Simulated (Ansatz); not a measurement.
# Abstraction of H: InH2(NH2) + C3H5O → InH(NH2) + C3H6O

Species: InH2(NH2), singlet; C3H5O `[CH2]OC=C`, doublet; InH(NH2), doublet; C3H6O (methoxyethene) `C=COC`, singlet. A radical takes H: the energy is the difference in strength between the In–H bond broken and the C–H bond made.

Shapes, held fixed at every level: PBE0-D4/def2-TZVP. Flexible molecules stand in one conformer, not always the lowest. Programs: Ansatz 0.2.0. The zero-point and thermal change to 298 K, harmonic and unscaled (PBE0-D4/def2-TZVP), is +17.5 kJ/mol.

| level | kind | ΔH(298 K) (kJ/mol) | less CCSD(T)/def2-TZVPP | CPU time (sum over the molecules) |
| --- | --- | --- | --- | --- |
| PBE-D4/def2-TZVPP | GGA | -108.8 | -1.0 | 20 s |
| r2SCAN-D4/def2-TZVPP | meta-GGA | -102.6 | +5.2 | 35 s |
| PBE0-D4/def2-TZVPP | global hybrid | -107.3 | +0.5 | 21 s |
| r2SCAN0-D4/def2-TZVPP | global hybrid | -102.4 | +5.4 | 37 s |
| wB97M-V/def2-TZVPP | range-separated hybrid | -105.2 | +2.6 | 76 s |
| MP2/def2-SVP | perturbation theory | -125.7 | -17.9 | – |
| CCSD/def2-SVP | coupled cluster or CI | -110.4 | -2.6 | – |
| CCSD(T)/def2-TZVPP | coupled cluster or CI | -107.8 | 0.0 | 11 min |

The highest level, CCSD(T)/def2-TZVPP, gives ΔH(298 K) = -107.8 kJ/mol; the levels span -125.7 to -102.4. The column of differences is taken from that level and isn't an error. No measured value is set beside it here. Open shells run unrestricted unless RO is named. For atoms past krypton def2 sets carry core potentials with scalar relativity. Correlated rows may include outer-core shells of In, which these sets cover unevenly. Times are processor times on shared x86 and Arm servers, and rough.

Every level makes the transfer of hydrogen from indium to carbon strongly exothermic, so the In–H bond is clearly weaker than the C–H bond formed. Indium's diffuse 5s and 5p orbitals overlap less effectively with hydrogen 1s than carbon's compact valence orbitals do. Conjugation with oxygen stabilises the attacking carbon radical and reduces the driving force, but falls well short of cancelling it. The positive thermal correction fits the same picture, as a stiff C–H bond replaces a softer In–H bond.

Adding exact exchange barely changes the result within either the PBE or the r2SCAN pair; the choice between those parent functionals matters more. MP2 stands apart at -125.7 kJ/mol, while CCSD in the same basis gives -110.4 kJ/mol, so basis size alone doesn't explain the outlier; spin contamination of the conjugated reactant radical is a probable contributor. The favourable enthalpy doesn't establish a low barrier or fast abstraction, which would require the transition state.
